**Student:** Spin-orbit tunnelling flips spins, so it should lift Pauli blockade at any field. Why a dip at $B=0$?

**Lecturer:** Count states. Take the (1,1) states $S,T_x,T_y,T_z$ and the singlet $S_{02}$, which empties into the drain at rate $\Gamma$. With $T_z=(\uparrow\downarrow+\downarrow\uparrow)/\sqrt2$, $T_x=(\downarrow\downarrow-\uparrow\uparrow)/\sqrt2$, $T_y=i(\uparrow\uparrow+\downarrow\downarrow)/\sqrt2$, the triplets are odd under time reversal, so
$$H_t=t_0|S\rangle\langle S_{02}|+i\,\mathbf t\cdot|\mathbf T\rangle\langle S_{02}|+\text{h.c.}$$
with real $t_0,\mathbf t$. Put $\mathbf B\parallel z$ and $\mathbf t=(t_\perp,0,t_z)$. Only $|m\rangle=(t_0S+it_\perp T_x+it_zT_z)/t$ couples, where $t^2=t_0^2+t_\perp^2+t_z^2$. Three states are dark.

**Student:** That is rank one. Time reversal did nothing.

**Lecturer:** Correct. It acts at finite field, where real $\mathbf t$ couples $\uparrow\uparrow$ and $\downarrow\downarrow$ equally. For equal $g$-factors the Zeeman term is $bS_z$, $b=g\mu_BB$, and $S_zT_x=iT_y$. The state $D\propto t_zS-it_0T_z$ has $S_zD=0$ and stays dark. Let $s=t_\perp/t$, $c^2=1-s^2$. Then $T_y$ couples to $m$ with strength $|b|s$ and to the remaining dark state $d$ with $|b|c$. One blocked state needs $s\neq0$ and $c\neq0$.

**Student:** How fast do the other two leak?

**Lecturer:** With $S_{02}$ at detuning $\Delta$,
$$G_{mm}(E)=\Big[E-\frac{t^2}{E-\Delta+i\hbar\Gamma/2}\Big]^{-1},\qquad G_{mm}(0)=\frac{\Delta-i\hbar\Gamma/2}{t^2}.$$
For small $b$, $T_y$ decays at $-2b^2s^2\,\mathrm{Im}\,G_{mm}(0)/\hbar=b^2s^2\Gamma/t^2$, independent of $\Delta$. The coupling $bc$ mixes $T_y$ and $d$ equally, so each mixture leaks at $w=b^2s^2\Gamma/2t^2$.

**Student:** And $D$ stops the current for good?

**Lecturer:** Relaxation frees it. Let every (1,1) state relax to each other one at rate $\gamma$, so $\dot p_i=\gamma(1-4p_i)$. Each transferred electron reloads the four states equally, and $m$ empties at once, $p_m\approx0$. With $J=I/e$,
$$\tfrac J4+\gamma=4\gamma p_D=(4\gamma+w)p,\qquad p_D+2p=1,$$
$$J=4\gamma\,\frac{4\gamma+3w}{12\gamma+w}=12\gamma\Big[1-\frac89\,\frac{12\gamma}{w+12\gamma}\Big].$$
Since $w\propto B^2$, this is exactly the form of Danon and Nazarov (2009),
$$I=I_{\max}\Big[1-\frac89\frac{B_c^2}{B^2+B_c^2}\Big],\quad I_{\max}=12e\gamma,\quad |g|\mu_BB_c=\frac ts\sqrt{\frac{24\gamma}{\Gamma}}.$$

**Student:** Three states against one should give $1/3$.

**Lecturer:** The three enters twice. At $B=0$ you are trapped with probability $3/4$ and have one exit, so $J=4\gamma/3$. At high field the probability is $1/4$ with three exits, so $J=12\gamma$. Hence $I(0)/I_{\max}=1/9$.

**Student:** Numbers for an InAs nanowire?

**Lecturer:** Assumed inputs, chosen to give the picoampere currents and widths of tens of millitesla typical of such devices: $|g|=8$, $t=200\ \mu$eV ($3.2\times10^{-23}$ J), $s=0.3$, $t_z=0$, $\Delta=0$, $\Gamma=6.0\times10^{10}$ s$^{-1}$, $\gamma=2.0\times10^{6}$ s$^{-1}$. The model gives $|b_c|=|g|\mu_BB_c=18.9\ \mu$eV, $B_c=41$ mT, $I_{\max}=3.85$ pA, $I(B_c)=\tfrac59I_{\max}=2.14$ pA and $I(0)=0.43$ pA. The mixing frequency $c|b_c|/\hbar=2.7\times10^{10}$ s$^{-1}$ far exceeds $w=2.4\times10^{7}$ s$^{-1}$. The five-level master equation with coherences and the same relaxation, solved numerically, stays within 1% of the formula at $B=0$ and $B_c$.

**Student:** So a real wire shows $1/9$?

**Lecturer:** Only roughly. Independent nuclear fields of rms $\sigma$ per component and dot add a mean escape rate $w_N=(g\mu_B\sigma)^2\Gamma/2t^2$ per dark state, and to first order $J(0)=\tfrac43(\gamma+w_N)$. An assumed $\sigma=1.5$ mT gives $w_N=0.18\gamma$. A $g$-factor difference couples $D=T_z$ to $S$ by $\Delta g\,\mu_BB/2$ and frees it at rate $(\Delta g\,\mu_BB/2)^2\Gamma/t_0^2$. For an assumed $\Delta g/g=0.04$ this is $1.05\gamma$ at $3B_c$, against $3\gamma$ from relaxation, so the plateau keeps rising. Finally, thermal relaxation is state-independent only for $k_BT\gg|b|$, and $|b_c|/k_B=0.22$ K.